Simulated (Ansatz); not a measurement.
**A family of molecules: the HOMO–LUMO gap**

One atom is swapped for its congeners: CH7Si2 `[SiH2]C[SiH3]`; SiH2(SiH2)(SiH3); GeH2(SiH2)(SiH3). All are doublets with charge 0.

Shapes, held fixed at every level: PBE0-D4/def2-TZVP. Flexible molecules stand in one conformer, not always the lowest. Programs: Ansatz 0.2.0. Values in eV.

| level | CH7Si2 | SiH2(SiH2)(SiH3) | GeH2(SiH2)(SiH3) |
| --- | --- | --- | --- |
| PBE-D4/def2-TZVPP | 1.78 | 1.60 | 1.63 |
| r2SCAN-D4/def2-TZVPP | 2.61 | 2.39 | 2.43 |
| B3LYP-D4/def2-TZVPP | 3.11 | 2.88 | 2.89 |
| PBE0-D4/def2-TZVPP | 3.81 | 3.55 | 3.58 |
| wB97M-V/def2-TZVPP | 7.13 | 6.86 | 6.88 |
| wB97X-V/def2-TZVPP | 7.65 | 7.34 | 7.36 |

At wB97X-V/def2-TZVPP the HOMO–LUMO gap isn't monotonic: it is largest for C and smallest for Si (7.65 and 7.34 eV). Every level shows the same order. Open shells run unrestricted unless RO is named. Relativity is left out for Ge unless named. Orbital gaps aren't excitation energies, and the LUMO depends on the basis.

The substitution matters mainly between carbon and the heavier pair: replacing the central CH2 by SiH2 narrows the gap at every level, whereas SiH2 and GeH2 are nearly equivalent. All three species are silyl radicals with the unpaired electron formally on the terminal silicon, so the central atom acts as a neighbour rather than as the radical site. Si–Si and Si–Ge σ bonds lie higher in energy and are more polarisable than Si–C bonds, and probably mix more strongly with the singly occupied orbital, spreading it out and narrowing the gap. Germanium resembles silicon because its filled 3d shell screens the nucleus poorly, keeping its size and electronegativity close to those of silicon. The slight reversal between them is therefore too small to support a separate bonding argument.

The choice of functional shifts the gap far more than the substitution does, from 1.78 to 7.65 eV for the carbon compound, probably reflecting the differing treatment of exchange. The ordering is thus better supported than any absolute value, but gaps alone don't show which frontier level moves.
